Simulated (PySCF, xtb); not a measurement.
**CH3FSn: 3 structures ranked**

3 gas-phase structures of CH3FSn, found in a search over its isomers (lower ones may exist). Each was relaxed with GFN2-xTB:

A. `F[CH2][SnH]`, a singlet
B. `[CH3][Sn][F]`, a singlet
C. a triplet given by its coordinates

C (Å):

```xyz
6

C    -1.2360   -0.4199   -1.7279
F     1.7485    0.6788   -0.6931
Sn    1.0419   -1.2745   -0.9872
H    -1.5389    0.1570   -0.8723
H    -0.9826    0.1544   -2.6010
H    -1.7790   -1.3320   -1.9016
```

Close contacts (Å): C1–Sn3 2.54, F2–Sn3 2.10, C1–H4 1.08, C1–H5 1.08, C1–H6 1.08.

Q: Which do you expect lowest at r2SCAN-D4/def2-SVP, and how would the others follow?

A: Calculated order at r2SCAN-D4/def2-SVP: B (0.0), C (45.6), A (48.4) kcal/mol.

Energies above the lowest of each column, in kcal/mol; the last columns are at B3LYP-D3(BJ)/def2-SVP geometries (a dash: not run or not comparable):

| structure | GFN2-xTB | HF/STO-3G | r2SCAN-D4/def2-SVP | B3LYP-D3(BJ)/def2-SVP | CCSD(T)/def2-SVP + ΔMP2/def2-TZVPP |
| --- | --- | --- | --- | --- | --- |
| B | 0.0 | 0.0 | 0.0 | 0.0 | 0.0 |
| C | – | 51.6 | 45.6 | 46.6 | 48.5 |
| A | 41.4 | 20.3 | 48.4 | 48.1 | 52.5 |

Every level run on B puts it lowest or level with the lowest. Flexible structures stand in one conformer each, not always the lowest. The ΔMP2 step shifts differences by up to 4.3 kcal/mol, which makes them less sure. GFN2-xTB has no spin polarisation and isn't compared across spin states. Open shells are spin-unrestricted. Atoms past krypton carry core potentials in the def2 sets, without spin–orbit terms. ΔMP2 is the change of the MP2 energy from the smaller to the larger basis.

Programs: PySCF 2.14.0, xtb 6.7.1.

Methyl(fluoro)stannylene, B, is clearly the most stable of the three. Its divalent tin keeps a lone pair of largely 5s character, while the formally empty 5p orbital accepts some π donation from fluorine, which favours the closed-shell singlet. Isomer A gains a strong C–F bond but gives up the strongly polar Sn–F bond and exchanges a C–H bond for a much weaker Sn–H bond, which accounts for most of its penalty.

C keeps the connectivity of B, but its Sn–C contact of 2.54 Å is well beyond a normal single bond. Together with the partly flattened methyl group, this suggests a triplet with considerable methyl radical plus SnF character, rather than a simple 5s-to-5p excitation at tin.

HF/STO-3G puts A below C, probably because the minimal basis describes the polar Sn–F bond poorly. The other levels that compare the two favour C, but by too little to settle their order. The large preference for B is thermodynamic and says nothing about the barrier separating it from A.
